**Fractional removal of a 2p electron from Al2+ with SCAN**

The table holds the energy change, highest occupied (3s) level, Σ<r²>, outermost mean radius and deviation from the chord for Al2+ as 0 to 1 spin-down 2p electrons are removed, from a spherical, spin-polarised, non-relativistic SCAN calculation at the basis limit. The program fits the deviation with a parabola and with a cubic form, infers the 2p level through Janak's theorem, and tests point-charge and Slater-screening models for the 3s level and radius. The curvature is about 30 eV; the cubic form fits to 0.8 meV against 18.5 meV for the parabola, and the slope at half removal lies 0.09 eV below the total of 106.70 eV. The 3s level deepens by 14.446 eV, which the point-charge model underestimates by 8 %, while Slater scaling overestimates the contraction and underestimates the level ratio. The 3s level scatters by up to 6 meV about smooth fits, well above its rounding.

Spherical all-electron Al2+ (Z = 13) computed with B-spline radial atomic code 1, using non-relativistic, spin-polarised SCAN at the basis limit. A fraction of an electron is removed from 2p at highest spin, and energy changes are from the starting configuration [Ne] (3s)1+0, where (nl)a+b means a electrons of spin up and b of spin down.

## Script

```python
# Table: Al2+ [Ne]3s1, fraction x of a 2p spin-down electron removed; B-spline radial atomic code,
# spherical, spin-polarised, non-relativistic SCAN: energy change, 3s level, sum r^2, 3s mean radius.
# Tested: parabola against cubic for E(x), implied 2p level (Janak), Slater transition state,
# point-charge and Slater-screening models for the 3s level and radius, scatter against rounding.
T = {
    'electrons_removed': [0.0, 0.2, 0.26, 0.44, 0.5, 0.55, 0.71, 0.83, 0.96, 1.0],  # electrons
    'energy_change': [0.0, 18.955, 24.869, 43.251, 49.593, 54.961, 72.645, 86.421, 101.84, 106.7],  # eV
    'highest_occupied_level': [-24.679, -27.395, -28.225, -30.773, -31.631, -32.354, -34.719, -36.512, -38.507, -39.125],  # eV
    'sum_r_squared': [9.232, 8.73, 8.589, 8.186, 8.061, 7.958, 7.64, 7.418, 7.185, 7.116],  # bohr²
    'outermost_mean_radius': [2.2033, 2.1364, 2.1176, 2.0635, 2.0468, 2.033, 1.9899, 1.9601, 1.9283, 1.919],  # bohr
    'off_line': [0.0, -2.384, -2.872, -3.695, -3.755, -3.721, -3.108, -2.136, -0.583, 0.0],  # eV
}
import numpy as np
from scipy.constants import physical_constants as pc
Ha = pc['Hartree energy in eV'][0]
x, E, e, r2, r, off = [np.array(T[k], float) for k in ('electrons_removed', 'energy_change',
    'highest_occupied_level', 'sum_r_squared', 'outermost_mean_radius', 'off_line')]
trap = lambda y: float(np.sum(0.5*(y[1:]+y[:-1])*np.diff(x)))
xi, oi = x[1:-1], off[1:-1]
g = -xi*(1-xi)
Kp = float(g @ oi/(g @ g))
K0, K1 = np.linalg.lstsq(np.c_[g, g*xi], oi, rcond=None)[0]
rp, rc = oi-Kp*g, oi-g*(K0+K1*xi)
print(f"Parabola -K x(1-x): K = {Kp:.3f} eV, U = 2K = {2*Kp:.2f} eV")
print(f"Cubic -x(1-x)(K0+K1 x): K0 = {K0:.3f}, K1 = {K1:.3f} eV, K1/K0 = {100*K1/K0:.1f} %")
print("x, -deviation/x(1-x) [eV], residual parabola, cubic [meV]; rounding 0.5 meV")
for a, b, c, d in zip(xi, oi/g, rp, rc):
    print(f"  {a:.2f}  {b:7.3f}  {1e3*c:6.1f}  {1e3*d:5.1f}")
print(f"Worst: parabola {1e3*abs(rp).max():.1f} meV at x={xi[abs(rp).argmax()]:.2f}; cubic {1e3*abs(rc).max():.1f} meV at x={xi[abs(rc).argmax()]:.2f}")
m = xi < 0.9  # rows whose energy has three decimals
E1 = float(xi[m] @ (E[1:-1][m]-oi[m])/(xi[m] @ xi[m]))
print(f"End energy from (E - deviation)/x: {E1:.3f} eV; printed {E[-1]:.2f} eV")
S = lambda t: E1-K0+2*(K0-K1)*t+3*K1*t*t
U = lambda t: 2*(K0-K1)+6*K1*t
for t in (0, 0.5, 1):
    print(f"x={t:.1f}: implied 2p level {-S(t):.2f} eV, slope less total {S(t)-E1:+.2f} eV, curvature {U(t):.2f} eV")
t = np.linspace(0, 1, 2001)
o = -t*(1-t)*(K0+K1*t)
print(f"Deepest sag of cubic {o.min():.3f} eV at x={t[o.argmin()]:.3f} ({100*abs(o.min())/E1:.1f} % of total)")
print(f"Integral of minus the printed level {trap(-e):.2f} eV = {100*trap(-e)/E1:.1f} % of total")
dx = np.diff(x)
sE = E1+np.diff(off)/dx
se = -np.diff(e)/dx
pcq = 0.5*Ha*(1/r[1:]+1/r[:-1])
em = -0.5*(e[1:]+e[:-1])
print("mid x, dE/dx, its ratio to |3s level|, 3s deepening rate, e^2/<r>, ratio [eV per electron]")
for a, b, c, d, f in zip(0.5*(x[1:]+x[:-1]), sE, sE/em, se, pcq):
    print(f"  {a:.3f}  {b:7.2f}  {c:.2f}  {d:6.2f}  {f:6.2f}  {d/f:.3f}")
de, dp = e[0]-e[-1], trap(Ha/r)
Um = S(1)-S(0)
print(f"3s deepening {de:.3f} eV; point charge {dp:.2f} eV, short by {100*(1-dp/de):.1f} %")
print(f"Mean 2p curvature {Um:.2f} eV = {Um/de:.2f} x 3s deepening")
print(f"Equivalent distances e^2/U {Ha/Um:.2f} bohr, e^2/deepening {Ha/de:.2f} bohr")
Z2 = 13-2*0.85-7*0.35  # Slater screening, rough recalled values
print(f"Rough scale: frozen hydrogenic F0(2p,2p) = 93/512 Z_eff, Z_eff {Z2:.2f}: {93/512*Z2*Ha:.0f} eV")
Za, Zb = 13-2-8*0.85, 13-2-7*0.85
print(f"Slater 3s Z_eff {Za:.2f} -> {Zb:.2f}: ratio {Zb/Za:.3f}, squared {(Zb/Za)**2:.3f}")
print(f"Table: radius ratio {r[0]/r[-1]:.3f} (fall {r[0]-r[-1]:.4f} bohr, {100*(1-r[-1]/r[0]):.1f} %), level ratio {e[-1]/e[0]:.3f}")
d2, dr = r2[0]-r2[-1], r[0]**2-r[-1]**2
print(f"Fall of sum r^2 {d2:.3f} bohr^2 ({100*d2/r2[0]:.1f} %); fall of <r>^2 of 3s {dr:.3f} bohr^2")
print(f"3s share if <r^2>/<r>^2 is 1.0 or 1.2 (hydrogenic 3s {207/13.5**2:.2f}): {100*dr/d2:.0f} % or {120*dr/d2:.0f} %")
for deg in (2, 3):
    res = 1e3*(e-np.polyval(np.polyfit(x, e, deg), x))
    print(f"3s level less degree-{deg} fit [meV, rounding 0.5]: " + " ".join(f"{v:.0f}" for v in res))
assert np.all(oi < 0) and np.all(np.diff(sE) > 0)
assert np.all(sE/em > 2.5)
assert 0 < K1/K0 < 0.05
assert 1.0 < de/dp < 1.3 and Um > 1.5*de
```

Output:

```
Parabola -K x(1-x): K = 15.016 eV, U = 2K = 30.03 eV
Cubic -x(1-x)(K0+K1 x): K0 = 14.830, K1 = 0.374 eV, K1/K0 = 2.5 %
x, -deviation/x(1-x) [eV], residual parabola, cubic [meV]; rounding 0.5 meV
  0.20   14.900    18.5    0.8
  0.26   14.927    17.0   -0.0
  0.44   14.996     4.9   -0.4
  0.50   15.020    -1.1   -0.8
  0.55   15.034    -4.6    0.3
  0.71   15.095   -16.3    0.2
  0.83   15.138   -17.3    0.3
  0.96   15.182    -6.4    0.3
Worst: parabola 18.5 meV at x=0.20; cubic 0.8 meV at x=0.50
End energy from (E - deviation)/x: 106.695 eV; printed 106.70 eV
x=0.0: implied 2p level -91.87 eV, slope less total -14.83 eV, curvature 28.91 eV
x=0.5: implied 2p level -106.60 eV, slope less total -0.09 eV, curvature 30.03 eV
x=1.0: implied 2p level -121.90 eV, slope less total +15.20 eV, curvature 31.16 eV
Deepest sag of cubic -3.754 eV at x=0.503 (3.5 % of total)
Integral of minus the printed level 31.73 eV = 29.7 % of total
mid x, dE/dx, its ratio to |3s level|, 3s deepening rate, e^2/<r>, ratio [eV per electron]
  0.100    94.78  3.64   13.58   12.54  1.083
  0.230    98.56  3.54   13.83   12.79  1.081
  0.350   102.12  3.46   14.16   13.02  1.087
  0.470   105.70  3.39   14.30   13.24  1.080
  0.525   107.38  3.36   14.46   13.34  1.084
  0.630   110.53  3.30   14.78   13.53  1.092
  0.770   114.80  3.22   14.94   13.78  1.084
  0.895   118.64  3.16   15.35   14.00  1.096
  0.980   121.27  3.12   15.45   14.15  1.092
3s deepening 14.446 eV; point charge 13.28 eV, short by 8.0 %
Mean 2p curvature 30.03 eV = 2.08 x 3s deepening
Equivalent distances e^2/U 0.91 bohr, e^2/deepening 1.88 bohr
Rough scale: frozen hydrogenic F0(2p,2p) = 93/512 Z_eff, Z_eff 8.85: 44 eV
Slater 3s Z_eff 4.20 -> 5.05: ratio 1.202, squared 1.446
Table: radius ratio 1.148 (fall 0.2843 bohr, 12.9 %), level ratio 1.585
Fall of sum r^2 2.116 bohr^2 (22.9 %); fall of <r>^2 of 3s 1.172 bohr^2
3s share if <r^2>/<r>^2 is 1.0 or 1.2 (hydrogenic 3s 1.14): 55 % or 66 %
3s level less degree-2 fit [meV, rounding 0.5]: -1 0 2 -4 1 3 -6 5 -1 0
3s level less degree-3 fit [meV, rounding 0.5]: -0 -0 2 -4 1 3 -5 5 -1 -0
```
